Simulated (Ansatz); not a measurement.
# Hf: pressure against volume scale

Results calculated with Ansatz 0.2.0, not measured. Periodic Kohn-Sham DFT of a crystal at fixed atoms, scaled to volume_scale times the given cell; pressure positive in compression, energy less spherical unpolarised free atoms, largest_vzz the field gradient of largest size among the nuclei.

The cell before it is scaled or strained (space group Fm-3m, No. 225):
```
CELL_PARAMETERS angstrom
0.00000 2.22000 2.22000
2.22000 0.00000 2.22000
2.22000 2.22000 0.00000
ATOMIC_POSITIONS crystal
Hf 0.00000 0.00000 0.00000
```

Settings of every row: method all-electron PAW; functional LDA; relativity scalar; k mesh 13x13x13; filling fermi-dirac; smearing width 0.03 eV; nucleus gaussian.

Atom start moment: 0 on all atoms.

Limits: no spin-orbit coupling on heavy atoms.

| row | volume scale | V (Å³/atom) | pressure (GPa) |
| --- | --- | --- | --- |
| 1 | 0.94 | 20.569 | 1.313 |
| 2 | 0.96 | 21.007 | -1.157 |
| 3 | 0.98 | 21.444 | -3.418 |
| 4 | 0.99 | 21.663 | -4.472 |
| 5 | 1 | 21.882 | -5.48 |
| 6 | 1.01 | 22.101 | ? |
| 7 | 1.02 | 22.32 | -7.364 |
| 8 | 1.04 | 22.757 | -9.085 |
| 9 | 1.06 | 23.195 | -10.654 |

Question: what pressure should row 6 give?

Worked fit of pressure. Take u = (V_r/V)^(2/3) − 1 with V_r = 21.773 Å³ an atom, which is twice the finite (Eulerian) strain; such expansions in the strain, on which the Birch-Murnaghan equation of state is built, carry the rest volume and the bulk modulus. The shown rows have u = 0.03865, 0.02416, 0.0102, 0.00338, -0.00332, -0.01641, -0.02904, -0.0413. Least squares give pressure = −4.9835 + 150.528 × u + 320.65 × u² GPa; a straight line predicts inner rows, each left out in turn, worse (root mean square 0.16 against 0.0029 GPa). The rows lie off it by 0.000, 0.003, -0.003, -0.001, 0.000, 0.003, -0.001, -0.001. The pressure vanishes at u = 0.0311, or V = 20.8 Å³ an atom, and there the bulk modulus at fixed shape and fractions is B = −V dP/dV = (2/3)(1 + u) dP/du = 117 GPa. The withheld row has u = -0.00992, so the fit gives −4.9835 + 150.528 × (-0.00992) + 320.65 × (-0.00992)² = -6.445 GPa.

The calculation gave -6.443 GPa. The fit lies 0.002 GPa (0.017 % of the column's range) below it; its largest miss of a shown row is 0.003 GPa.
